# Finite temperature and the effective charge of Kondo backscattering noise

## Statement

**Conventions.** A spin-degenerate Anderson level is tuned to particle-hole symmetry and coupled equally to two wide-band leads at $\mu_{L}=-\mu_{R}=eV/2$, in zero field. The charge $e$ is positive and the current is $e$ times the particle current from left to right. The zero-frequency noise is $S=\lim 2\,\mathrm{Var}\,Q/\mathcal T$ for the charge $Q$ passed in a time $\mathcal T$, so that a Poisson stream of charges $q$ gives $S=2qI$. Further, $G_0=2e^2/h$, $I_b=G_0V-I$ is the backscattered current, $\tilde\Gamma$ is the renormalised half-width of the resonance, $R$ is the Wilson ratio, and

$$u=eV,\qquad \tau=k_BT,\qquad \theta=\frac{k_BT}{eV},\qquad p=(R-1)^2 .$$

**Zero-temperature result.** At order $V^3$,

$$S=2e^*I_b,\qquad \frac{e^*}{e}=\frac{1+9p}{1+5p},$$

which is $1$ for the noninteracting level ($R=1$) and $5/3$ in the Kondo limit ($R=2$), the value given by Sela, Oreg, von Oppen and Koch (2006).

**The assumption examined** is $T=0$. It enters in three places: reverse scattering events are absent, the Fermi edges that bound the phase space are sharp, and the stream of electrons incident on the dot is noiseless. At finite temperature, to order $1/\tilde\Gamma^2$ and for any $\theta$,

$$S=4k_BTG_0-8k_BT\,\frac{\partial I_b}{\partial V}+2e\left[I_1\coth\frac{u}{2\tau}+2I_2\coth\frac{u}{\tau}\right],\tag{1}$$

$$I_1=J\,(1+p)\,\frac{u\,(u^2+4\pi^2\tau^2)}{12},\qquad I_2=J\,p\,\frac{u\,(u^2+\pi^2\tau^2)}{3},\tag{2}$$

with $I_b=I_1+I_2$ and $J=2e/(h\tilde\Gamma^2)$. The apparent charge drawn from the excess noise, $e^*_T=[S(V,T)-S(0,T)]/2I_b$, is

$$\frac{e^*_T}{e}=\frac{1+9p}{1+5p}-12\,\theta-\frac{12\pi^2p\,(1+p)}{(1+5p)^2}\,\theta^2+O(\theta^3).\tag{3}$$

The first correction, $-12k_BT/eV$, comes from the third place alone. It is linear in temperature, negative and independent of $R$. For the noninteracting level the order-$1/\tilde\Gamma^2$ result closes to

$$\frac{e^*_T}{e}\bigg|_{R=1}=\coth\frac{1}{2\theta}-\frac{12\theta+8\pi^2\theta^3}{1+4\pi^2\theta^2},\tag{4}$$

which is negative for $eV<8.4\,k_BT$.

## Proof

### Fermi-liquid model

Only the even lead combination $b=(c_L+c_R)/\sqrt2$ couples to the dot; the odd one, $a=(c_L-c_R)/\sqrt2$, is free. At the symmetric point $b$ has the phase shift $\pi/2$, so its scattering factor is $e^{2i\delta}=-1$, and an electron incident from the left, $(b+a)/\sqrt2$, leaves as $(-b+a)/\sqrt2$, which is the right lead. The scattering states $r=(b+a)/\sqrt2$ and $l=(b-a)/\sqrt2$ are therefore fully transmitted right- and left-movers, filled to $\mu_L$ and $\mu_R$. Around this fixed point the local Fermi liquid of Nozières (1974) has, with energy-normalised operators,

$$H'=-\frac{\alpha}{2\pi}\sum_\sigma\!\int\! d\varepsilon\, d\varepsilon'(\varepsilon+\varepsilon')\,b^\dagger_{\varepsilon\sigma}b_{\varepsilon'\sigma}+\frac{\phi}{\pi}\int\! d^4\varepsilon\,:b^\dagger_{\varepsilon_1\uparrow}b_{\varepsilon_2\uparrow}b^\dagger_{\varepsilon_3\downarrow}b_{\varepsilon_4\downarrow}: .$$

It gives the phase shift $\delta_\sigma(\varepsilon)=\pi/2+\alpha\varepsilon-\phi\,\delta N_{-\sigma}$ with $\delta N_\sigma=\int d\varepsilon\,\delta n_\sigma(\varepsilon)$. A resonance of half-width $\tilde\Gamma$ has $\alpha=1/\tilde\Gamma$. By the Friedel sum rule the spin response is proportional to $\alpha+\phi$ and the charge response to $\alpha-\phi$. With $R=2\chi_s/(\chi_s+\chi_c)$, both susceptibilities normalised to be equal at $\phi=0$, this gives $\phi=(R-1)\alpha$ and $\phi^2=p\,\alpha^2$. The distribution of $b$ is $(f_L+f_R)/2$. For symmetric bias and a flat band $\delta N_\sigma=0$ at every $V$ and $T$, so no Hartree shift arises.

### Splitting the noise

Let $N_r$ and $N_l$ count the incident right- and left-movers that reach the dot during a long time $\mathcal T$, and let $Q_b$ be $e$ times the net number turned from $r$ to $l$. The charge on the dot is bounded, so the transferred charge is

$$Q=Q_0-Q_b,\qquad Q_0=e\,(N_r-N_l),$$

$$\mathrm{Var}\,Q=\mathrm{Var}\,Q_0-2\,\mathrm{Cov}(Q_0,Q_b)+\mathrm{Var}\,Q_b .$$

The incident state is $\rho\propto\exp[-(H_0-\mu_LN_r-\mu_RN_l)/\tau]=\exp[-(H_0-VQ_0/2)/\tau]$, and $Q_0$ commutes with $H_0$. The bias enters only through $\rho$, because the Hamiltonian is taken independent of $V$. For any operator $X$ it follows that $\partial\langle X\rangle/\partial V=\mathrm{Cov}(Q_0,X)/2\tau$. The choices $X=Q_0$ and $X=Q_b$ give, up to edge terms that do not grow linearly with $\mathcal T$,

$$\mathrm{Var}\,Q_0=2\tau G_0\mathcal T,\qquad \mathrm{Cov}(Q_0,Q_b)=2\tau\,\mathcal T\,\frac{\partial I_b}{\partial V}.$$

Multiplying by $2/\mathcal T$,

$$S=4\tau G_0-8\tau\,\frac{\partial I_b}{\partial V}+S_b,\qquad S_b=\frac{2\,\mathrm{Var}\,Q_b}{\mathcal T}.\tag{5}$$

Equation (5) uses no expansion in $H'$. At $T=0$ its first two terms vanish and $S=S_b$; this is the step at which the zero-temperature derivation treats backscattering events as holes punched in a silent current. At $T>0$ the incident current fluctuates. A surplus of right-movers acts as a larger bias and produces more backscattering, which removes part of the surplus. The covariance is positive and lowers the noise.

### Rates

Since $\rho$ commutes with $N_r$ and $N_l$, $\langle Q_b^2\rangle$ is the mean square change of the counted charge. To second order in $H'$ it is $\sum_n (ne)^2W_n\mathcal T$, where $W_n$ is the golden-rule rate of events that move a net number $n$ from $r$ to $l$, and $\langle Q_b\rangle^2$ is of fourth order. Such an event draws the energy $nu$ from the bias, so $W_{-n}=e^{-nu/\tau}W_n$. With $I_n=ne\,(W_n-W_{-n})$,

$$S_b=2e\sum_{n=1,2}n\,I_n\coth\frac{nu}{2\tau}.$$

*Elastic events.* Since $b=(r+l)/\sqrt2$, the $r\to l$ matrix element is $\alpha\varepsilon/2\pi$ in size. The rate per spin is $(2\pi/\hbar)\int d\varepsilon\,(\alpha\varepsilon/2\pi)^2f_L(1-f_R)=h^{-1}\int d\varepsilon\,\alpha^2\varepsilon^2f_L(1-f_R)$, which is the reflection probability $\cos^2\delta\simeq\alpha^2\varepsilon^2$. The Sommerfeld expansion terminates for a polynomial, $\int\varepsilon^2(f_L-f_R)\,d\varepsilon=u^3/12+\pi^2\tau^2u/3$, so two spins give

$$I_1^{\rm el}=\frac{2e}{h}\,\alpha^2\,\frac{u\,(u^2+4\pi^2\tau^2)}{12}.$$

*Two-particle events.* Each of the four $b$ operators is $r$ or $l$. This makes 16 assignments, each with matrix element $\phi/4\pi$, and $n=2,1,0,-1,-2$ occurs $1,4,6,4,1$ times. They have different final states from the elastic events, so the two do not interfere. Each assignment has the rate $(2\pi/\hbar)(\phi/4\pi)^2K(nu)=\phi^2K(nu)/4h$, where $K(E)$ is the phase space of two particles and two holes that share the energy $E$. One particle-hole pair contributes $\int d\xi\,f(\xi)[1-f(\xi+\omega)]=\omega\,[1+n_B(\omega)]$, with $n_B$ the Bose function, so

$$K(E)=\int d\omega\,\omega\,(E-\omega)\,[1+n_B(\omega)][1+n_B(E-\omega)]=\frac{\int d\omega\,\omega\,(E-\omega)\,[1+n_B(\omega)+n_B(E-\omega)]}{1-e^{-E/\tau}} .$$

Writing $1+n_B(\omega)=\Theta(\omega)+\mathrm{sgn}(\omega)\,n_B(|\omega|)$, the bracket is a box on $0<\omega<E$, which gives $E^3/6$, plus two odd pieces, each giving $2E\int_0^\infty\omega\,n_B\,d\omega=\pi^2\tau^2E/3$. Hence

$$K(E)=\frac{E\,(E^2+4\pi^2\tau^2)}{6\,(1-e^{-E/\tau})},\qquad K(E)-K(-E)=\frac{E\,(E^2+4\pi^2\tau^2)}{6}.$$

The four $n=1$ assignments give $e\,\phi^2u(u^2+4\pi^2\tau^2)/6h$, which is $p\,I_1^{\rm el}$. The single $n=2$ assignment gives $2e\,(\phi^2/4h)\,2u\,(4u^2+4\pi^2\tau^2)/6$. These are Eqs. (2), and with (5) they prove (1).

Two limits test the result. At $\tau=0$, $I_b\propto(1+p)+4p$ and $S/2e\propto(1+p)+8p$, which is the ratio $(1+9p)/(1+5p)$. At $u\to0$, $S_b\to4e\tau(I_1+I_2)/u=4\tau\,\partial I_b/\partial V$, so $S=4k_BT\,G(T)$ with $G(T)=G_0[1-\pi^2\tau^2(1+2p)/3\tilde\Gamma^2]$, as the fluctuation-dissipation theorem demands.

### Expansion for $k_BT\ll eV$

The hyperbolic cotangents differ from one by terms of order $e^{-1/\theta}$, so the reverse events contribute nothing to any power of $\theta$. With

$$\frac{I_b}{J}=(1+5p)\frac{u^3}{12}+(1+2p)\frac{\pi^2\tau^2u}{3},$$

the excess noise is $2e\,[I_1+2I_2-4\tau\,\partial_uI_b+2\tau\,\partial_uI_b|_{u=0}]$, or

$$\frac{S(V,T)-S(0,T)}{2eJ}=(1+9p)\frac{u^3}{12}-(1+5p)\,\tau u^2+(1+3p)\frac{\pi^2\tau^2u}{3}-(1+2p)\frac{2\pi^2\tau^3}{3}.$$

Division gives (3); the $\theta^2$ coefficient follows from $(1+3p)(1+5p)-(1+9p)(1+2p)=-3p(1+p)$. The smeared Fermi edges thus act only at order $\theta^2$. The linear term does not depend on $R$ because $V\,\partial I_b/\partial V=3I_b$ for any cubic current, and $8\tau\cdot3I_b/V$ divided by $2eI_b$ is $12\theta$. Setting $p=0$ and keeping the cotangent gives (4).

### Dependence on what is subtracted

The coefficient of $\theta$ belongs to the definition of the excess noise.

- Subtracting $S(0,T)$ leaves $-12\theta$.
- Subtracting $4k_BT\,dI/dV$ at the working bias removes $4\tau G_0-4\tau\,\partial I_b/\partial V$, half of the covariance term, and leaves $-6\theta$.
- For an energy-independent weak reflection, $I_b\propto V$ and (5) gives the familiar factor $\coth(1/2\theta)-2\theta$. Dividing the excess noise of a cubic $I_b$ by this factor leaves $-(12-2e^*/e)\,\theta$, which is $-10\theta$ at $R=1$ and $-26\theta/3$ at $R=2$.
- The combination $S_b=S+4k_BTG_0-8k_BT\,dI/dV$ has no linear term. At $R=1$ and this order it equals $2eI_b\coth(1/2\theta)$.

Defining the backscattered current from the finite-temperature conductance, $G(T)V-I$, changes only the higher orders; the $\theta^2$ term becomes $+4\pi^2\theta^2(1+3p)/(1+5p)$.

## The noninteracting resonant level

For $R=1$, $\tilde\Gamma=\Gamma$ and the problem is solved by scattering theory with the transmission $D(\varepsilon)=\Gamma^2/(\varepsilon^2+\Gamma^2)$. With $A=f_L(1-f_L)+f_R(1-f_R)$ and $B=f_L-f_R$,

$$I_b=\frac{2e}{h}\int d\varepsilon\,(1-D)\,B,\qquad S=\frac{4e^2}{h}\int d\varepsilon\,\left[D\,A+D(1-D)\,B^2\right].\tag{6}$$

Equation (5) can be verified on these integrands. Since $\partial_uB=A/2\tau$, the term $8\tau\,\partial I_b/\partial V$ has the integrand $2(1-D)A$, and $4\tau G_0$ has the integrand $A$, both with the prefactor $4e^2/h$. What remains is

$$S_b=\frac{4e^2}{h}\int d\varepsilon\,\left[(1-D)(A+B^2)-(1-D)^2B^2\right],$$

and $A+B^2=f_L(1-f_R)+f_R(1-f_L)=B\coth(u/2\tau)$. The first term is the Poisson noise of (1). The second is the Pauli correlation between successive reflections and is of order $1/\Gamma^4$.

**The rival term.** This second term must be sized, because raising the bias to suppress $\theta$ enlarges it. With $v=eV/\Gamma$ and $T=0$,

$$\frac{S}{2eI_b}=\frac{\arctan(v/2)-\dfrac{2v}{4+v^2}}{v-2\arctan(v/2)}=1-\frac{3}{20}v^2+O(v^4).$$

The term of $S$ in (6) linear in $T$ is $(4e^2/h)\,2\tau\,[D-D(1-D)]=(4e^2/h)\,2\tau\,D^2$, with $D$ taken at $\varepsilon=u/2$, and $S(0,T)\simeq(4e^2/h)\,2\tau$. The linear term of the excess noise $S(V,T)-S(0,T)$ is therefore $-(4e^2/h)\,2\tau\,[1-D^2(u/2)]$; divided by $2eI_b$ it is $-12\theta\,(1-9v^2/40+\dots)$. With $t=k_BT/\Gamma$ the two leading departures add to $12t/v+3v^2/20$. This sum is least at $v^3=40t$, where it equals $(9/20)(40t)^{2/3}$, two thirds of it thermal.

**Low bias.** For $\theta\gg1$, Eq. (4) tends to $(1/6-5/2\pi^2)/\theta=-0.087/\theta$. The excess noise is then negative: the bias moves the two Fermi edges off resonance, and the thermal noise lost exceeds the partition noise gained. The root of (4) lies at $\theta=0.119$, that is $eV=8.4\,k_BT$.

## Size of the correction

The inputs are illustrative: $\Gamma=0.5$ meV and an electron temperature of 20 mK, values of the order used for strongly coupled gate-defined semiconductor dots in a dilution refrigerator. Then $k_BT=1.723\ \mu$eV and $t=3.45\times10^{-3}$. The last column is the numerical integral of (6).

| $V$ (mV) | $eV/k_BT$ | $-12\theta$ | Eq. (4) | $-3v^2/20$ | $e^*_T/e$, Eq. (6) |
|---|---|---|---|---|---|
| 0.05 | 29 | −0.414 | 0.602 | −0.0015 | 0.601 |
| 0.10 | 58 | −0.207 | 0.795 | −0.0060 | 0.791 |
| 0.20 | 116 | −0.103 | 0.897 | −0.0240 | 0.877 |
| 0.30 | 174 | −0.069 | 0.931 | −0.0540 | 0.886 |
| 0.50 | 290 | −0.041 | 0.959 | −0.1500 | 0.841 |

At 0.10 mV the bias is 58 times the temperature, and the model level still shows $0.79e$ in place of $e$, almost all of the deficit being thermal. At 0.20 mV, Eq. (4) and the $v^2$ term add to 0.873, and the cross term $12\theta\cdot9v^2/40=0.004$ brings this to the integrated 0.877. By 0.30 mV the two departures are of similar size, and at 0.50 mV the expansion in $v$ is no longer quantitative.

The leading-order optimum is $v=0.52$, or $V=0.26$ mV, with a least departure of 0.12. Holding the thermal term below 0.05 needs $eV>240\,k_BT$, which is 0.41 mV, where the $v^2$ term has reached 0.10. Holding the sum below 0.05 needs $t<1/1080$, or 5.4 mK at this width.

In absolute terms, $G_0=77.5\ \mu$S. At 0.20 mV the unitary current $G_0V$ is 15.5 nA, $I_b=0.202$ nA, and the excess noise is $5.69\times10^{-29}$ A$^2$/Hz on a background $4k_BTG_0=8.56\times10^{-29}$ A$^2$/Hz. The background exceeds the signal, so its small dependence on bias matters. The combination $S_b$ removes that dependence: at 0.10 mV the integrals give $S_b/2eI_b=0.995$, against 0.791 for the plain excess noise. Its use requires the electron temperature and $dI/dV$ at the same bias.

These are the model's numbers. A gate-defined semiconductor dot typically has a charging energy of the order of 1 meV, comparable to $\pi\Gamma$ here, so a real dot of this width has $R>1$, a narrower $\tilde\Gamma$, more backscattering and a zero-temperature charge between $e$ and $5e/3$. The term $-12\theta$ carries over unchanged as long as $eV\ll\tilde\Gamma$, while the coefficient $3/20$ holds only at $R=1$. At $R=2$ and $eV=58\,k_BT$, Eqs. (1) and (2) give $e^*_T=1.46\,e$. The thermal shift cancels the whole interaction enhancement of $2e/3$ at $eV=18\,k_BT$ in first order and at $17.6\,k_BT$ in the full expression, where a Kondo dot analysed by plain subtraction of $S(0,T)$ would show the charge $e$.